Question

I am optimising a backflow function for the 3D homogeneous electron gas at rs = 10 on a fixed set of VMC configurations. People tell me that minimising the mean absolute deviation (MAD) of the local energy is better behaved than minimising its variance, "because of heavy tails". What is the tail, where does it come from, and does the MAD cure it?

Answer

For the objective itself, yes. For its gradient with respect to backflow parameters, only partly. Hartree atomic units throughout.

Premises

(a) Ψ(R; p) = e^J D↑(X) D↓(X) is real and normalised. R holds all electron positions, X_i = r_i + Σ_j η(r_i − r_j)(r_i − r_j) with η a function of the distance, and p is a parameter.
(b) H = −½∇² + V with local V, and E_L = HΨ/Ψ. The cusp conditions hold, so E_L does not diverge at coalescences away from the node, and HΨ is square integrable.
(c) On a generic piece of the node g = |∇Ψ| ≠ 0, and Ψ and HΨ are smooth there.
(d) N independent configurations are drawn from Ψ².

Let μ, σ² and m be the mean, variance and median of E_L, x = E_L − μ, and P the density of E_L. σ² is finite because ⟨E_L²⟩ = ∫(HΨ)² dR.

1. The median minimises the MAD

Let D(c) = ∫|E − c| P(E) dE and F(c) = ∫_(−∞)^c P dE. Split the integral at c and differentiate; the boundary terms vanish because the integrand is zero at E = c:

D′(c) = F(c) − [1 − F(c)] = 2F(c) − 1,  D″(c) = 2P(c) ≥ 0.

D is convex and stationary at F = ½, so the minimum is at c = m, unique if P(m) > 0. Write D = D(m).

2. Fixed-sample gradient

Freeze the R_i, let E_i = E_L(R_i; p), and let D_N(p) = (1/N) Σ|E_i − m_N| with m_N the sample median. Then

dD_N/dp = (1/N) Σ sgn(E_i − m_N)(∂E_i/∂p − dm_N/dp) = (1/N) Σ sgn(E_i − m_N) ∂E_i/∂p,  (1)

because equally many points lie above and below the median, so Σ sgn = 0. This holds except at isolated kinks, where configurations swap places across the median. With Ψ_p = ∂Ψ/∂p the quotient rule gives

∂E_L/∂p = (H − E_L)Ψ_p/Ψ.  (2)

Eq. (1) does not estimate the gradient of the MAD under Ψ(p)². Differentiating the weight as well adds 2⟨|E_L − m|(O − ⟨O⟩)⟩ with O = Ψ_p/Ψ. The self-consistent point of repeated fixed-sample minimisation is therefore in general not the minimum of D(p).

3. The tail

Let d be the signed distance from the node and S a point on it. Then Ψ ≈ g d, while HΨ is in general non-zero there, so

E_L ≈ a/d,  a(S) = HΨ/g,  weight Ψ² dR ≈ g² d² dd dS.

For large |x| each S contributes one root d = a/x with Jacobian |dd/dx| = |a|/x², so

P → A/x⁴,  A = ∫ g²|a|³ dS = ∫ |HΨ|³/|∇Ψ| dS.  (3)

The two sides of the node carry equal weight, so both tails have the same A. By smoothness across the node x⁴P is a series in the signed variable 1/x, so the x⁻⁵ correction is odd. Moments below the third exist, the third absolute moment diverges logarithmically and the fourth linearly. This tail and the resulting law for the variance were analysed by Trail (2008).

The same counting gives a rule. A quantity that goes as d^(−k) exceeds y in magnitude when |d| < const·y^(−1/k), which has probability ∝ y^(−3/k). Its tail index is α = 3/k. The variance is finite for α > 2 and the mean for α > 1.

4. Sample variance

Let Y = x², so k = 2 and α = 3/2. Using the sample mean in place of μ subtracts a term of mean σ²/N, which is negligible below. From (3), T(y) = Prob(Y > y) → C y^(−3/2) with C = 2A/3. Since Y ≥ 0 its Laplace transform exists. Integrate by parts and use ∫T dy = σ²:

⟨e^(−sY)⟩ = 1 − sσ² + s∫(1 − e^(−sy)) T(y) dy.

Write T = C y^(−3/2) + T₁. The first piece gives ∫(1 − e^(−sy)) y^(−3/2) dy = 2√(πs). In T₁ the odd x⁻⁵ term cancels between the two tails, T₁ falls as y^(−5/2), and 1 − e^(−sy) ≈ sy may be used. A further integration by parts gives 2∫yT₁ dy = M₄ = ∫(x⁴P − A) dx, the finite part of the fourth moment. Multiplying by e^(sσ²),

ln⟨e^(−s(Y−σ²))⟩ = (4√π A/3) s^(3/2) + ½K s² + O(s^(5/2)),  K = M₄ − σ⁴.

For Δ = (1/N)Σ(Y_i − σ²) set s = t/N and multiply by N:

ln⟨e^(−tΔ)⟩ = (b_N t)^(3/2) + K t²/(2N),  b_N = (4√π A/3)^(2/3) N^(−1/3).  (4)

As N → ∞ the first term dominates, and Δ/b_N tends to a variable Z with ⟨e^(−tZ)⟩ = exp(t^(3/2)), a fully skewed stable law with zero mean and infinite variance. The statistical error of the sample variance falls as N^(−1/3), and the usual error bar, built from the sample fourth moment, estimates a quantity that does not exist.

Continuing to t = −ik with k > 0 gives φ(k) = ⟨e^(ikZ)⟩ = exp(−k^(3/2) e^(iπ/4)). From sgn z = (2/π)∫sin(kz) dk/k and v = k^(3/2)/√2,

Prob(Z > 0) = ½ − (1/π)(2/3)∫e^(−v) sin v dv/v = ½ − (2/(3π))(π/4) = 1/3.

The sample variance is too low two times in three, and rare large overshoots restore the mean. From |z| = (2/π)∫(1 − cos kz) dk/k²,

⟨|Z|⟩ = (2/π) Γ(1/3) cos(π/6) = 1.477.

This mean absolute error is finite and serves as the yardstick below. For a unit Gaussian it is √(2/π) = 0.798. The K term is the bulk noise, which for K > 0 is an independent Gaussian of width √(K/N). It fades relative to the tail term only as N^(−1/6).

5. Sample MAD

|E_L − m| has k = 1, α = 3, and variance V = σ² + (μ − m)² − D², which is finite. The central limit theorem applies to its average about the true median. For the sample median, shift the centre by δm: D_N changes by −s̄ δm + P(m) δm², where s̄ = (1/N)Σ sgn(E_i − m) has variance 1/N and the quadratic term comes from D″ = 2P. The minimum is −s̄²/(4P(m)), with mean −1/(4P(m)N), of higher order than N^(−1/2). Hence

√N (D_N − D) → Normal(0, V).  (5)

6. Gradients

On the node the dominant term of (2) is −E_LΨ_p/Ψ ≈ −aν/d², with ν = Ψ_p/g = ∂d/∂p the rate at which the node moves. A Jastrow parameter has Ψ_p = (∂J/∂p)Ψ, so ν = 0 and ∂E_L/∂p ~ 1/d. A backflow parameter has ν ≠ 0.

MAD, Jastrow: k = 1, α = 3, noise ∝ N^(−1/2).
Variance, Jastrow: 2x ∂E_L/∂p has k = 2, α = 3/2, noise ∝ N^(−1/3).
MAD, backflow: sgn(a/d)(−aν/d²) = −|a|ν sgn(d)/d², k = 2, α = 3/2. It is odd in d, so the tails are symmetric. The characteristic function starts as 1 + ik·mean − const·|k|^(3/2), and the scaling that led to (4) gives noise ∝ N^(−1/3).
Variance, backflow: −2a²ν/d³, k = 3, α = 1. The root |d| = (2a²|ν|/|y|)^(1/3) gives a density B/y² on both sides, with B = (2/3)∫g²a²|ν| dS. A Cauchy law of half-width γ has tails γ/(πy²) and characteristic function e^(−γ|k|), which averaging leaves unchanged. The sample gradient scatters about its principal value with half-width πB for every large N.

So the MAD removes one power of 1/d at every level. For backflow it turns a gradient that does not converge into one that converges slowly.

7. Range of validity

Finite steps. After a step Δp the node has moved by δ = |νΔp|, and the frozen sample has weight g²δ² ≠ 0 on the new node. Let ε be the distance of the nearest configuration from it, so that 2Nε∫g²δ² dS ~ 1. Once ε < δ the unweighted MAD gains about 2∫g²δ²|a| ln(δ/ε) dS, growing as δ² ln N, while the unweighted variance gains 2∫g²δ²a² dS/ε ∝ Nδ⁴. Both objectives diverge as N → ∞ at fixed step, so steps must be short and the sample renewed.

Crossing nodes. Premise (c) fails where D↑ = D↓ = 0. There Ψ ≈ κ d₁d₂, with d₁ and d₂ the distances from two sheets whose normals meet at angle θ, and the cross term of the Laplacian gives E_L ≈ −cos θ/(d₁d₂). Without backflow the determinants depend on disjoint coordinates and cos θ = 0. Opposite-spin backflow makes cos θ ≠ 0. The volume element is dd₁dd₂dS′/|sin θ|. Solving for d₂ at fixed d₁ leaves κ²|cos θ|³x⁻⁴∫dd₁/d₁ in each of two quadrants, so P gains

A′ ln(|x|/x₀)/x⁴,  A′ = 2∫κ²|cos θ|³/|sin θ| dS′,

with x₀ ~ |cos θ|/ℓ² set by the length ℓ over which the linear forms hold. A′ is cubic in the opposite-spin backflow strength. The tail indices stay, (5) stays, and b_N gains a factor growing as (ln N)^(2/3).

Complex Ψ at a general twist. The zeros have codimension 2, the weight is ρ³dρ and E_L ~ 1/ρ, so P ~ |x|⁻⁵ and the fourth moment diverges only logarithmically.

A violated opposite-spin cusp adds a one-sided x⁻⁴ tail (1/r with weight r²dr). Serial correlation changes prefactors. Reweighting and the filtering of outliers change the estimators, and D vanishes for any eigenstate, not only the lowest.

8. Numbers for rs = 10

Take 54 unpolarised electrons in a simple cubic cell of side (54·4π/3)^(1/3) rs = 60.9 bohr. Each spin fills 1 + 6 + 12 + 8 = 27 plane waves at Γ, a closed shell, so Ψ is real on a space of 162 dimensions. Assumed inputs: σ² = 3×10⁻⁴ Ha² for the whole cell, and a density with a Gaussian bulk and an x⁻⁴ part of weight w = 0.05, both of variance σ²:

P = (1 − w) e^(−x²/2σ²)/(σ√(2π)) + w·2σ³/(π(σ² + x²)²).

A′ is set to zero at first. Then σ = 17.3 mHa and m = μ.

A = 2wσ³/π = 0.0318σ³ = 1.7×10⁻⁷ Ha³.
M₄ = [3(1 − w) − 3w]σ⁴, so K = (2 − 6w)σ⁴ = 1.7σ⁴ and √K = 1.30σ².
b_N = (8w/(3√π))^(2/3) σ² N^(−1/3) = 0.178σ² N^(−1/3).
D = [(1 − w)√(2/π) + 2w/π]σ = 0.790σ = 13.7 mHa.
√V = √(σ² − D²) = 0.613σ and √V/D = 0.777, so the relative mean absolute error of D_N is 0.620/√N. The median bias is −0.77/N relative.

Mean absolute relative errors follow, in per cent. "Both" uses the full exponent of (4), continued to t = −ik, in the integral for ⟨|Δ|⟩. The error of σ is half that of σ² to first order, and σ is the fair partner of D.

N = 10⁴: variance tail 1.2, bulk 1.0, both 1.7; σ 0.83; MAD 0.62.
N = 10⁶: variance tail 0.26, bulk 0.10, both 0.29; σ 0.14; MAD 0.062.

Tail and bulk terms are equal at N ≈ 3.8×10³, so at 10⁴ the pure N^(−1/3) law is not yet reached. The next term of the expansion is 1.8 sσ² times the s^(3/2) term. With s ~ 1/(N⟨|Δ|⟩) this is about 0.01 at N = 10⁴, which supports two figures. The largest draws, from N·2A/(3x³) = 1, lie near 6.0σ and 28σ. If instead the whole tail at 6.0σ were the crossing logarithm with x₀ = σ, the tail term at 10⁶ would be larger by roughly (ln 28/ln 6.0)^(2/3) = 1.5.

For w = 0 the order reverses: σ has 0.564/√N and the MAD 0.603/√N. The advantage of the MAD comes from the tail alone. These numbers are the model's, not those of the electron gas. The percentages do not depend on σ, but they depend on the assumed w, with b_N ∝ w^(2/3), and A has to be fitted to the tail of one's own histogram of E_L. For the backflow parameters, once the asymptotic laws hold, going from 10⁴ to 10⁶ configurations cuts the noise of the MAD gradient by 100^(1/3) = 4.64 instead of 10 and leaves that of the variance gradient unchanged.